For a small strain the simplest expectation is a straight line: squeezing the crystal moves its gap one way, stretching it moves the gap the other way, and one slope, the deformation potential, describes both. Tetragonal HfO2 does not behave like this. When all edges are scaled equally (the hydrostatic rows), the gap falls in both directions. When only the in-plane edges are imposed and the normal is free (the epitaxial rows), compression hardly changes the gap and tension lowers it steeply.

Band gaps of tetragonal HfO2 (P4_2/nmc, 6 atoms per cell) under strain per length, with changes taken from the unstrained cell, computed with Ansatz 0.2.0 (r2SCAN with spin-orbit coupling, plane-wave PAW, 500 eV cutoff, 8×8×6 k mesh). Atoms, and the normal in the epitaxial rows, were relaxed with r2SCAN. Gaps are the least over the k mesh and named points.

```tsv
strain kind	strain (%)	band gap (eV)	band gap change (eV)	least direct gap change (eV)
epitaxial xy	-4	5.225	-0.043	0.002
epitaxial xy	-3	5.251	-0.016	0.014
epitaxial xy	-2	5.271	0.004	0.017
epitaxial xy	-1	5.284	0.017	0.013
epitaxial xy	1	5.101	-0.166	-0.141
epitaxial xy	2	4.886	-0.381	-0.367
epitaxial xy	3	4.672	-0.595	-0.591
epitaxial xy	4	4.464	-0.803	-0.808
hydrostatic	-4	5.031	-0.236	0.005
hydrostatic	-3	5.099	-0.168	0.013
hydrostatic	-2	5.163	-0.104	0.012
hydrostatic	-1	5.228	-0.039	0.008
hydrostatic	1	5.214	-0.053	-0.027
hydrostatic	2	5.107	-0.160	-0.091
hydrostatic	3	4.998	-0.269	-0.170
hydrostatic	4	4.888	-0.379	-0.255
```

**Size of the break.** The hydrostatic rows at +1 and +2 % have gaps of 5.214 and 5.107 eV, a loss of 0.107 eV per percent. This line describes the tensile side well, missing the +3 and +4 % rows, which did not define it, by at most 0.005 eV. Continued to −3 %, it gives

$$E_\mathrm{line}(-3\,\%) = 5.214 + 4\times 0.107 = 5.642\ \mathrm{eV},$$

where $E_\mathrm{line}$ is the gap that the tensile line predicts. The calculated gap is 5.099 eV, so the line is more than half an electronvolt too high. The compressed rows of both paths all fall below their tensile lines, by up to 0.95 eV at epitaxial −4 %.

The compressed rows are nevertheless regular among themselves. A second line, through the hydrostatic rows at −2 and −1 %, meets the −3 % row within about 0.001 eV. The pattern is therefore two nearly straight branches with a bend near zero strain. On the epitaxial path the compressed branch is slightly curved, and its line misses the −4 % row by 0.02 eV.

**Cause of the bend.** The gap runs from the highest filled state to the lowest empty one, and these may sit at different points of the Brillouin zone. Wherever the calculation names the lowest empty state, it is at Γ. The highest filled state changes place: it is at the zone corner A in the compressed cells for which it is named, at Z in the unstrained cell, and roughly halfway from Γ to M, in the basal plane of the zone, in the stretched hydrostatic cells for which it is named. The stretched epitaxial cells reach their smallest gap only when a point of that kind is added to the k mesh, so their filled edge is expected there too. Each candidate has its own slope with strain, and the gap follows whichever candidate is highest.

The −3 % hydrostatic row shows this without comparing absolute energies between cells. Its direct gap at Γ is 0.013 eV larger than in the unstrained cell, yet its indirect gap is 0.168 eV smaller. Both gaps end at the same empty state, and in the unstrained cell A lay below the edge at Z, so the filled state at A must have risen relative to the one at Γ.

Chemistry suggests why. The upper filled states of this oxide are mainly oxygen 2p, and the zone point sets how their phase changes from one cell to the next, which helps decide whether neighbouring orbitals meet in phase or out of phase. A state with more out-of-phase contacts along the shortened directions is pushed up more by compression. This is a general argument; the orbitals themselves were not examined here.

**The cut-off crest.** If only two filled states competed, the gap would peak where their lines cross. At zero strain, however, the compressed branches point to 5.293 and 5.297 eV on the two paths, and the tensile branches to 5.321 and 5.316 eV. The close agreement between paths supports reading each branch as the same pair of filled and empty states on both paths. The actual gap, 5.267 eV, lies below all four values. The calculation places the filled edge at Z in this cell, so a third candidate trims the crest.

**Why the epitaxial path is steeper in tension.** At +4 % both paths have the same in-plane edges, but the epitaxial cell is shorter along the normal. Its gap is 0.424 eV smaller, although its volume has grown only about half as much. At −4 % the epitaxial cell is the longer one, and its gap is 0.194 eV larger. At both ends, then, a longer normal axis goes with a wider gap. The atoms were relaxed in every cell, so this effect includes their shifts. At +4 % most of the difference in height comes from the hydrostatic cell, whose normal is stretched by 4 %, which holds its gap up. The epitaxial normal contracts by only 1.4 %, which is expected to add to the loss. In epitaxial compression the normal lengthens, which should offset part of the effect of the in-plane squeeze.

One feature remains open. The least direct gap is almost flat in compression but also falls in tension, more slowly on the hydrostatic path (0.255 eV at +4 %) and by 0.226 eV per percent between +1 and +2 % on the epitaxial one. The move of the filled edge from A to the basal plane can bend the gap, but it does not explain this second bend, because a direct gap compares two states at the same point. On the epitaxial path the second bend is nearly as large as the first: the direct slope goes from −0.004 to −0.226 eV per percent while that of the gap goes from +0.013 to −0.215. The steep tensile loss there is thus shared by states at a single point and cannot be put down to the change of place alone. If that point stays Γ, the sharp change of slope suggests that another filled state comes to the top there, or another empty state to the bottom. Taken at face value, the band-edge energies of the epitaxial path place most of the bend in its gap in the filled states and a smaller part in the empty edge. These energies have no common zero between different cells, so the sizes of the two parts are only a hint, although a zero that drifts smoothly with strain is not expected to create a kink. The empty edge shows a small kink of its own just above zero strain: on the hydrostatic path it falls by 0.673, 0.650, 0.637, 0.644 and 0.623 eV in the steps from −2 to +3 %. A change of the lowest empty state at Γ may therefore contribute to the tensile branches as well. A crossing among the upper oxygen states is a plausible guess that was not tested here.

**Use of the numbers.** A deformation potential taken across zero is misleading here. The hydrostatic rows at −1 and +1 % give $(5.214-5.228)/2=-0.007$ eV per percent, which looks like a gap insensitive to strain, while the true branch slopes are +0.065 and −0.107. Each side needs its own slope. For a film that stays tetragonal with its c axis along the normal, in-plane tension costs about 0.2 eV of gap per percent, whereas compression up to 4 % changes it by less than 0.05 eV. These slopes are expected to be more trustworthy than the absolute gaps, which r2SCAN places too low. The exact strain at which the bend falls is less certain, because near zero strain the competing filled states lie within a few hundredths of an electronvolt of each other.

The printed analysis below lists how far each row lies from the tensile line and from the line of its own branch.

Output of the analysis:

```
Gap less straight lines in eV:
           row  strain_percent  gap_less_tensile_line  gap_less_own_branch_line
  epitaxial xy              -4                 -0.951                     -0.02
  epitaxial xy              -3                  -0.71                    -0.007
  epitaxial xy              -2                 -0.475                         0
  epitaxial xy              -1                 -0.247                         0
  epitaxial xy               1                      0                         0
  epitaxial xy               2                      0                         0
  epitaxial xy               3                  0.001                     0.001
  epitaxial xy               4                  0.008                     0.008
   hydrostatic              -4                 -0.718                    -0.002
   hydrostatic              -3                 -0.543                     0.001
   hydrostatic              -2                 -0.372                         0
   hydrostatic              -1                   -0.2                         0
   hydrostatic               1                      0                         0
   hydrostatic               2                      0                         0
   hydrostatic               3                 -0.002                    -0.002
   hydrostatic               4                 -0.005                    -0.005
Unstrained gap (eV): 5.267
Hydrostatic gap slope from -2 to -1 % (eV per %): 0.065
Hydrostatic gap slope from +1 to +2 % (eV per %): -0.107
Epitaxial gap slope from -2 to -1 % (eV per %): 0.013
Epitaxial gap slope from +1 to +2 % (eV per %): -0.215
Compressed branch continued to zero strain, hydrostatic (eV): 5.293
Compressed branch continued to zero strain, epitaxial (eV): 5.297
Tensile branch continued to zero strain, hydrostatic (eV): 5.321
Tensile branch continued to zero strain, epitaxial (eV): 5.316
Unstrained gap below the lowest continued branch (eV): 0.02594
Unstrained gap below the highest continued branch (eV): 0.05394
Change of valence edge slope across zero, hydrostatic (eV per %): 0.2016
Change of conduction edge slope across zero, hydrostatic (eV per %): 0.0296
Change of valence edge slope across zero, epitaxial (eV per %): 0.1564
Change of conduction edge slope across zero, epitaxial (eV per %): -0.07163
Gap at +4 %, epitaxial less hydrostatic (eV): -0.424
Gap at -4 %, epitaxial less hydrostatic (eV): 0.194
Volume change at epitaxial +4 % (%): 6.668
Volume change at hydrostatic +4 % (%): 12.49
Epitaxial least direct gap slope from -2 to -1 % (eV per %): -0.004
Epitaxial least direct gap slope from +1 to +2 % (eV per %): -0.226
```
